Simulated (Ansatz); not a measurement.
Ligand exchange: BH(CH3)(SH) + Ga(SH)3 → B(CH3)(SH)2 + GaH(SH)2

Species: BH(CH3)(SH), singlet; Ga(SH)3, singlet; B(CH3)(SH)2, singlet; GaH(SH)2, singlet. The partners trade H for SH: B–H and Ga–SH bonds give way to B–SH and Ga–H.

Shapes, held fixed at every level: PBE0-D4/def2-TZVP. Flexible molecules stand in one conformer, not always the lowest. Programs: Ansatz 0.2.0. Electronic energies: no zero-point or thermal term.

**Question.** Estimate ΔE of this reaction.

**Answer.** The highest level, CCSD(T)/def2-TZVPP, gives ΔE = +17.4 kJ/mol; the levels span +10.0 to +27.4. The column of differences is taken from that level and isn't an error. No measured value is set beside it here. Relativity is left out for Ga. Outer-core shells of Ga are correlated in most correlated rows, in sets that cover them unevenly.

```json
{"level": "HF/def2-TZVPP", "kind": "Hartree–Fock", "ΔE (kJ/mol)": "+27.4", "less CCSD(T)/def2-TZVPP": "+10.0"}
{"level": "PBE-D4/def2-TZVPP", "kind": "GGA", "ΔE (kJ/mol)": "+10.0", "less CCSD(T)/def2-TZVPP": "-7.4"}
{"level": "r2SCAN-D4/def2-TZVPP", "kind": "meta-GGA", "ΔE (kJ/mol)": "+12.7", "less CCSD(T)/def2-TZVPP": "-4.7"}
{"level": "B3LYP-D4/def2-TZVPP", "kind": "global hybrid", "ΔE (kJ/mol)": "+16.7", "less CCSD(T)/def2-TZVPP": "-0.7"}
{"level": "wB97M-V/def2-TZVPP", "kind": "range-separated hybrid", "ΔE (kJ/mol)": "+14.2", "less CCSD(T)/def2-TZVPP": "-3.2"}
{"level": "CCSD/def2-TZVPP", "kind": "coupled cluster or CI", "ΔE (kJ/mol)": "+18.9", "less CCSD(T)/def2-TZVPP": "+1.5"}
{"level": "CCSD(T)/def2-TZVPP", "kind": "coupled cluster or CI", "ΔE (kJ/mol)": "+17.4", "less CCSD(T)/def2-TZVPP": "0.0"}
```

Every level makes the exchange endothermic, so hydrogen is better placed on boron and thiolate on gallium. What counts is the difference between two preferences: replacing H by SH gains less at boron than it costs to undo at gallium. The compact boron valence orbitals overlap well with H 1s, whereas gallium forms a weaker bond to hydrogen and a more polar one to sulfur. Sulfur lone-pair donation into the empty boron p orbital should favour the products, but the SH group already on boron probably blunts the gain from a second.

Correlation favours the products, lowering ΔE from +27.4 kJ/mol in Hartree–Fock to +18.9 in CCSD. The further small drop to +17.4 with triples suggests no serious multireference problem. The density functionals all fall below this value, and B3LYP's close match in a single reaction may owe something to error cancellation. The result concerns isolated monomers; gallium thiolates readily associate through sulfur bridges, which could shift the balance in a condensed phase.
